**Question**

The table gives Hartree-Fock results for five homonuclear dimers. Here $r_e$ is the bond length at the minimum of the energy curve, $k$ the force constant (the curvature there), $\omega_e=(2\pi c)^{-1}\sqrt{k/\mu}$ the harmonic wavenumber for reduced mass $\mu$, and $D_e$ the energy of the separated atoms less that of the minimum. The Mayer bond order counts shared electron pairs from the density matrix. $\langle S^2\rangle$ and $\langle L_z^2\rangle$ measure the total spin and the orbital angular momentum about the axis.

PySCF 2.14.0, RHF (singlets) and UHF (triplets) with def2-SVP, non-relativistic, for homonuclear dimers of periods 2 and 3, each one determinant with its occupation held. Constants come from Dunham fits to the bond curves for the main isotopes; D_e is relative to high-spin atoms in their ground configurations, without counterpoise or spin-orbit correction.

| molecule | Z of the varied atom | valence electrons | multiplicity | unpaired | <S^2> of the determinant | <Lz^2> | r_e (Å) | ω_e (cm⁻¹) | force constant (mdyn/Å) | D_e (eV) | Mayer bond order | reduced mass (u) |
| --- | --- | --- | --- | --- | --- | --- | --- | --- | --- | --- | --- | --- |
| N2 | 7 | 10 | 1 | none | 0.00 | 0.0 | 1.074 | 2792 | 32.16 | 4.93 | 2.89 | 7.0 |
| O2 | 8 | 12 | 3 | pi2 | 2.03 | 0.0 | 1.153 | 2048 | 19.77 | 1.53 | 1.80 | 8.0 |
| F2 | 9 | 14 | 1 | none | 0.00 | 0.0 | 1.334 | 1222 | 8.36 | -1.53 | 0.93 | 9.5 |
| Al2 | 13 | 6 | 3 | sigma1 pi1 | 2.03 | 1.0 | 2.743 | 281 | 0.63 | 0.75 | 1.06 | 13.5 |
| P2 | 15 | 10 | 1 | none | 0.00 | 0.0 | 1.857 | 924 | 7.79 | 1.40 | 2.97 | 15.5 |

(a) Derive formal bond orders and explain the course of $r_e$ and $k$ along N$_2$, O$_2$, F$_2$.

(b) Estimate $k$ of O$_2$ from its bond length and its two neighbours.

(c) Why are P$_2$ and Al$_2$ much softer than the period-2 molecules of like order?

(d) How can F$_2$ have a stiff minimum and a negative $D_e$?

(e) What should S$_2$ and Cl$_2$ do relative to P$_2$?

**Model answer**

(a) The formal order is $b=(n_b-n_a)/2$, with $n_b$ bonding and $n_a$ antibonding valence electrons. The occupations of the same calculations put six valence electrons in $\sigma$ orbitals in all three molecules. The bonding and antibonding combinations of the 2s orbitals cancel formally, which leaves one $\sigma$ pair of mainly p character. The bonding $\pi_u$ shell is full throughout, so that the antibonding $\pi_g^*$ shell alone changes its occupation: empty in N$_2$, half full with parallel spins in triplet O$_2$, full in F$_2$. The orders are therefore three, two and one.

A $\pi_g^*$ orbital has a node on the plane between the nuclei, so its electrons sit outside the bond and undo the binding of the $\pi_u$ electrons. The bond lengthens and softens, although the atoms themselves shrink from N to F. The numbers agree with this: the Mayer order follows the count to within 0.20 in all five rows, O$_2$ being the worst. From N$_2$ to F$_2$ the bond grows by 24% and $k$ falls by a factor of 3.85.

That factor exceeds the three of the count, so stiffness is only roughly proportional to order. The quotient $k/b$ drifts from 10.72 through 9.88 to 8.36 mdyn/Å. The standard argument is that a filled $\pi_u$ and a filled $\pi_g^*$ shell together are net repulsive, because overlap raises the antibonding level more than it lowers the bonding one. In F$_2$ this is the repulsion of lone pairs, which holds the $\sigma$ bond beyond its preferred length. The table is consistent with that reading and does not isolate it.

(b) Badger's rule, which is empirical, takes $k^{-1/3}$ to be linear in $r_e$ within a period. The line is drawn through N$_2$ and F$_2$, and the force constant of O$_2$ is not used. With $k$ in mdyn/Å,

$$f=\frac{1.153-1.074}{1.334-1.074}=0.304,\qquad 32.16^{-1/3}=0.3145,\qquad 8.36^{-1/3}=0.4927,$$

$$k(\mathrm{O_2})\approx\left[0.3145+0.304\,(0.4927-0.3145)\right]^{-3}\approx 20.0 .$$

The estimate lies 1.0% above the tabulated 19.77 mdyn/Å, while rounding of the O$_2$ bond length alone is worth 0.3%. Length and stiffness thus move together along one curve as $\pi_g^*$ fills, though a single interpolated point is a weak test. The line does not carry across periods: its slope is 0.69 for N$_2$–F$_2$ and only 0.24 for N$_2$–P$_2$, in (mdyn/Å)$^{-1/3}$ per Å.

(c) P$_2$ has the valence occupation of N$_2$ and a Mayer order near three, yet its $k$ is 4.13 times smaller. Suppose the two curves share a shape, $U(r)=\varepsilon\,g(r/r_e)$, with an energy scale $\varepsilon$. Differentiating twice gives $k=\varepsilon\,g''(1)/r_e^2$, so $k\,r_e^2$ measures the energy scale and the rest is geometry. For this pair the ratio splits as $4.13=2.99\times1.38$, with the larger factor coming from $r_e^2$. The split is arithmetic, and its reading rests on the assumed common shape. The scans support that shape only roughly: near $1.6\,r_e$ the curves have risen by 12.27 eV in N$_2$ and 7.89 eV in P$_2$, a somewhat larger ratio than 1.38. The scale is that of the curve near its minimum and not $D_e$, which falls by a much larger factor in this table.

The longer bond is standard chemistry. The 3p orbitals must be orthogonal to a 2p core and so extend further, and repulsion between the filled cores and the partner's valence shell keeps the atoms apart. Sideways $\pi$ overlap suffers most at the greater distance, which is the usual account of the lower energy scale. The wavenumber falls by a factor of 3.02, of which 2.03 is $\sqrt{k}$ and 1.49 the heavier mass; this follows from the definition of $\omega_e$ and tests nothing.

Al$_2$ is in a different kind of state. Its six valence electrons leave one in the p-type $\sigma_g$ orbital and one in $\pi_u$, with parallel spins, and $\langle L_z^2\rangle=1.0$ marks the single $\pi$ electron. Two one-electron bonds give a formal order of one, as in F$_2$, but $k$ is 13 times smaller. Bond length accounts for a factor of 4.23 and the energy scale for 3.14, which fits a large atom of low effective nuclear charge that binds shared electrons loosely. A $\pi_u^2$ triplet of the same formal order is known to lie close in energy; the state here was chosen with PBE0, and whether it is the lower one in Hartree-Fock is untested.

(d) The force constant is a local property of one determinant, whereas $D_e$ compares that determinant with high-spin atoms computed separately. A doubly occupied orbital $a+b$ spread over both atoms gives the product $aa+bb+ab+ba$, half of which places both electrons on one atom. These ionic terms persist on stretching, so the curve climbs toward a limit above the neutral atoms. The scans of the same calculations show it: near $1.6\,r_e$ the curves of N$_2$, O$_2$, F$_2$ and P$_2$ already lie 6 to 7 eV above the atoms, and that of Al$_2$, whose two singly occupied bonding orbitals bring in ionic terms as well, 0.49 eV above. The real ground-state curves of these molecules are still below the atoms at such distances.

At the minimum the same defect, missing electron correlation, costs the molecule more than it costs the atoms. $D_e$ still falls with the order, by 3.40 and then 3.06 eV along period 2, but the whole sequence is displaced downward. F$_2$, really bound by roughly 1.6 eV (a recalled figure), has the weakest bond of the three and is pushed through zero to $-1.53$ eV. Its minimum is the bottom of a curve that points at the wrong limit.

The steeper curve also adds to the stiffness. Against rough recalled values, $\omega_e$ is too high by a little under 20% for N$_2$ and P$_2$ and by about 30% for O$_2$ and F$_2$, while Al$_2$ is within a few per cent. A correlated method mixes in configurations with antibonding orbitals occupied, which lets the curve bend over toward the atoms. It would give longer, softer and more strongly bound molecules in those four rows. The order of $r_e$ would stay, and so would that of $k$ along N$_2$, O$_2$, F$_2$, but the recalled wavenumbers put F$_2$ below P$_2$ in $k$, the reverse of the table.

(e) S$_2$ and Cl$_2$ add two and four electrons to the $\pi_g^*$ shell of P$_2$. They should repeat the period-2 sequence of states, a triplet of order two and then a singlet of order one, with falling $k$. The bond should be clearly longer in Cl$_2$, but hardly so in S$_2$: the atoms shrink from P to S, which offsets much of the effect of the antibonding electrons, and the measured lengths of P$_2$ and S$_2$ are, as recalled, nearly equal. Each should be longer and softer than its lighter partner for the reasons in (c).

**Remarks on the reasoning**

A bond order counts electrons and is no measure of strength. The pairs N$_2$/P$_2$ and F$_2$/Al$_2$ show this, and so does the O$_2$ scan, in which the Mayer order rises from 1.73 to 1.99 as the bond is stretched from 1.02 to 1.85 Å. Order predicts the trend only while atomic size changes little. N$_2$/P$_2$ is the one pair with equal valence counts, and the small gap between its Mayer orders deserves no interpretation.

It is tempting to scale the error in $D_e$ with the number of electron pairs newly formed from unpaired atomic electrons. That count singles out Al$_2$, which forms none and falls short of a rough recalled value by only about 0.6 eV. It fails elsewhere, since O$_2$ with one new pair and P$_2$ with three both fall short by about 3.7 eV. Extra correlation in the crowded $\pi$ shells of O$_2$ and F$_2$ is a plausible cause that these data leave untested. Because the errors are uneven, ratios mislead: $D_e$ of P$_2$ over N$_2$ is 0.28 here and roughly 0.5 in nature.

The shortfalls are not pure correlation energies. They also contain the error of a small basis without counterpoise correction, the neglect of spin-orbit coupling, and the lowering of the atoms by broken-symmetry determinants. For N$_2$, F$_2$ and P$_2$ the value $\langle S^2\rangle=0$ is imposed by the restricted determinant and proves no stability. Restricted F$_2$ is known to be spin-unstable near equilibrium, so its row describes the held closed-shell solution, which need not be the lowest Hartree-Fock one.
